Second-order errors of the Klein and Luttinger-Ward functionals: an inverse problem for Be

Conventions. Hartree atomic units are used. G(iω) is the imaginary-frequency Green's function, G₀ = (iω + μ − h)⁻¹ with h the kinetic plus nuclear operator, Σ[G] = δΦ/δG includes the Hartree term, and Tr = (1/β) Σ_n exp(iω_n0⁺) tr, with tr over spin orbitals. The functionals of Klein (1961) and of Luttinger and Ward (1960) are

Ω_K[G] = Φ[G] − Tr(G₀⁻¹G − 1) − Tr ln(−G⁻¹),
Ω_LW[G] = Φ[G] − Tr(ΣG) − Tr ln(Σ − G₀⁻¹).

Both are stationary, with a common value, where G⁻¹ = G₀⁻¹ − Σ[G]. "Error" below means the departure from that value, the exact solution for the chosen Φ.

Second-order errors. Let G be self-consistent, G + δG the input, and δΣ the part of the change ΔΣ that is linear in δG. Φ contributes ½Tr(δΣ δG) at second order. In Ω_K the middle term is linear in G, and Tr ln(−G − δG) contributes −½Tr(G⁻¹δG G⁻¹δG). In Ω_LW the logarithm changes by −Tr ln(1 − GΔΣ) = Tr(GΔΣ) + ½Tr(GΔΣGΔΣ) + …; its first term cancels −Tr(ΔΣ G) from −Tr(ΣG), which leaves −Tr(δΣ δG). Hence

δΩ_K = ½Tr(δΣ δG) − ½Tr(G⁻¹δG G⁻¹δG),   (1)
δΩ_LW = ½Tr(G δΣ G δΣ) − ½Tr(δΣ δG).   (2)

For any input G′, subtracting the definitions gives exactly

Ω_LW − Ω_K = −Tr[X + ln(1 − X)] = ½Tr X² + ⅓Tr X³ + …,  X = 1 − (G₀⁻¹ − Σ[G′])G′,   (3)

with the branch of the logarithm continued from X = 0. To first order X = δΣ G − G⁻¹δG, and ½Tr X² equals (2) minus (1). X is not Hermitian, so Tr X² need not be positive.

Hartree-Fock Φ with a determinantal input. Take Φ = ½Tr(ΣG) with the static Hartree-Fock (HF) self-energy, T → 0, E = Ω + μN, and μ inside the gap of every one-particle operator involved. For a non-interacting input with density matrix γ the frequency integrals give E_K = tr(hγ) + ½tr(Σγ), the expectation value of the Hamiltonian in the input determinant, and E_LW = (sum of occupied eigenvalues of h + Σ[γ]) − ½tr(Σγ). With HF input both equal E_HF. Neither depends on the input eigenvalues, so the large shift between LDA and HF levels is irrelevant, and the input may be generated from G by a small static potential, δG = G δV G.

With level energies counted from μ, ∫dω/2π [(iω − ε_i)(iω − ε_a)]⁻¹ equals −1/Δ_ia, Δ_ia = ε_a − ε_i, for an occupied-empty pair, and vanishes for two levels on the same side of μ. Let κ_ia = −δV_ia/Δ_ia be the real admixture of empty orbital a to occupied orbital i, equal for both spins. Then δγ_ia = κ_ia per spin and δΣ_ia = (Fκ)_ia, where F_ia,jb = 4(ia|jb) − (ij|ab) − (ib|ja) in chemists' notation. Each trace carries 2 for spin and 2 for the elements ia and ai. With D = diag(Δ) and H = D + F, (1) to (3) become

K ≡ E_K − E_HF = 2κᵀHκ,   (4)
L ≡ E_LW − E_HF = −2κᵀ(F + FD⁻¹F)κ,   (5)
K − L = 2 Σ_p g_p²/Δ_p,  g = Hκ,   (6)

where g_p is the occupied-empty Fock element of the input. For a single pair with F = f, L/K = −f/Δ: the Luttinger-Ward error is the smaller in magnitude exactly when |f| < Δ.

The model and the data. In Be (1s²2s²) the LDA determinant differs from the HF one by s-type admixtures to both orbitals. The model keeps two pairs, 1 = (1s → a) and 2 = (2s → b), treats a and b as HF eigenfunctions, and assumes that δΣ reaches no other occupied-empty pair. The unknowns are Δ₁, Δ₂, f₁ = F₁₁, f₂ = F₂₂ and f₁₂. Three inputs are used: c with κ₁ only, v with κ₂ only, and the full rotation. Each energy is the average over κ and −κ, which removes odd orders. The values were made for the exercise from the model and rounded as data are; they were chosen so that the full Klein error lies near the 5 mEh or so that is typical of LDA-type orbitals in the HF energy of Be.

input      K (mEh)   L (mEh)
HF         0         0
c          3.00      0.14
v          1.49      0.33
full LDA   4.63      0.37

The amplitudes, from the overlaps of LDA orbitals with the HF empty space, are κ₁ = 0.0128 and κ₂ = 0.0462; the phases of a and b are fixed by taking both positive. Rounding half-widths are 0.005 mEh and 0.00005.

Inversion. Intermediate values are carried unrounded. Equation (4) yields H from the Klein column alone:

H₁₁ = K_c/2κ₁² = 9.16 Eh,  H₂₂ = K_v/2κ₂² = 0.349 Eh,
C = K_full − K_c − K_v = 0.14 mEh,  f₁₂ = C/4κ₁κ₂ = 0.059 Eh.

The Klein functional cannot split H_pp into Δ_p and f_p. Equation (6) does. With K_c − L_c = 2.86 mEh, K_v − L_v = 1.16 mEh and u_p = 1/Δ_p,

H₁₁² u₁ + f₁₂² u₂ = (K_c − L_c)/2κ₁² = 8.73 Eh,
f₁₂² u₁ + H₂₂² u₂ = (K_v − L_v)/2κ₂² = 0.272 Eh.

The solution is u₁ = 0.1040 Eh⁻¹, u₂ = 2.23 Eh⁻¹, so Δ₁ = 9.61 Eh and Δ₂ = 0.449 Eh, and f_p = H_pp − Δ_p gives f₁ = −0.46 Eh and f₂ = −0.100 Eh. With approximate HF levels ε_1s ≈ −4.73 Eh and ε_2s ≈ −0.309 Eh as inputs, the model's empty orbitals lie at ε_a ≈ 4.9 Eh and ε_b ≈ 0.14 Eh relative to the vacuum level, so they represent localized packets of continuum states.

One datum is left over. Expanding (6) for the full rotation gives

L_full = L_c + L_v − C(H₁₁u₁ + H₂₂u₂ − 1),

and with the bracket equal to 0.73 this is 0.37 mEh, with a rounding bound of ±0.02 mEh. Since the table was made from the model, the match with its last entry shows closure only. With computed energies a mismatch would signal that δΣ reaches further pairs; a match would not exclude this.

Uniqueness. The system for u₁, u₂ is linear with determinant H₁₁²H₂₂² − f₁₂⁴ = (H₁₁H₂₂ − f₁₂²)(H₁₁H₂₂ + f₁₂²). It is positive whenever H is positive definite, that is, whenever the HF solution is a strict minimum under these rotations. The inversion is then unique, and admissible if both u_p come out positive, as they do here. Two qualifications remain. Reversing the phase of a or b reverses f₁₂, so only the product f₁₂κ₁κ₂ has an invariant sign. And all six energies are unchanged under κ_p → λ_pκ_p, F_pq → F_pq/λ_pλ_q, Δ_p → Δ_p/λ_p², so energies alone fix only f_p/Δ_p, f₁₂²/Δ₁Δ₂, the sign just named and κ_p²Δ_p; the amplitudes set the scale.

Propagation of data errors. The first equation rearranges to −f₁/Δ₁ = L_c/K_c + f₁₂²u₂/H₁₁ = 0.0467 + 0.0009, the second to −f₂/Δ₂ = L_v/K_v + f₁₂²u₁/H₂₂ = 0.2215 + 0.0010. The coupling terms are small enough to drop in the error analysis, which leaves Δ ≈ K²/[2κ²(K − L)] and f ≈ −KL/[2κ²(K − L)] for each pair. The linearized worst-case bounds are

|δΔ/Δ| ≤ |2/K − 1/(K − L)| δK + δL/(K − L) + 2δκ/κ,
|δf/f| ≤ |1/K − 1/(K − L)| δK + [1/L + 1/(K − L)] δL + 2δκ/κ,
|δf₁₂/f₁₂| ≤ 3δK/C + δκ/κ₁ + δκ/κ₂.

parameter   value (Eh)        relative bound
Δ₁          9.61 ± 0.11       1.1 %
f₁          −0.46 ± 0.02      4.5 %
Δ₂          0.449 ± 0.004     0.9 %
f₂          −0.100 ± 0.002    2.3 %
f₁₂         0.059 ± 0.007     11 %

Adding independent bounds on H₁₁ (±0.09 Eh) and Δ₁ would overstate δf₁ roughly ninefold, because both carry the same factor 1/κ₁². The true limit is δL/L: the better the Luttinger-Ward functional performs, the less its error reveals about the kernel. The coupling f₁₂ suffers from being a small difference of three energies.

Neglected orders. Writing the 2s orbital as cos κ · i + sin κ · b and using the HF stationarity condition gives a cubic Klein term 4wκ³, with w = (ib|bb) − (ii|ib). An illustrative |w| = 0.05 Eh makes it 0.020 mEh at κ₂, four times the rounding half-width, which is why the ±κ average is required. Quartic terms are expected to be of order κ₂²K_v ≈ 0.003 mEh, close below the half-width, so further digits in the data would not sharpen the valence parameters within second order. In a full basis (6) runs over all pairs. For an input of amplitude |κ| along the unit vector κ̂, (4) gives K = 2|κ| g·κ̂, so with the coupling term dropped the fit returns 1/Δ_fit = 2|κ|²(K − L)/K² = (Σ_p g_p²/Δ_p)/(g·κ̂)². This is the g²-weighted average of inverse gaps multiplied by |g|²/(g·κ̂)², a factor that exceeds 1 unless g is parallel to κ. For F = 0, where g_p = Δ_pκ_p, the fit gives Δ_fit = ⟨Δ⟩, the κ²-weighted mean gap, while the g²-weighted average of inverse gaps is ⟨Δ⟩/⟨Δ²⟩.

The inferred parameters are the model's, not those of the Be atom. Within the model the full-input ratio L/K is 0.08. The stiff core pair dominates the Klein error through its large gap, while the soft valence pair, with the larger |f|/Δ, dominates what remains in the Luttinger-Ward value.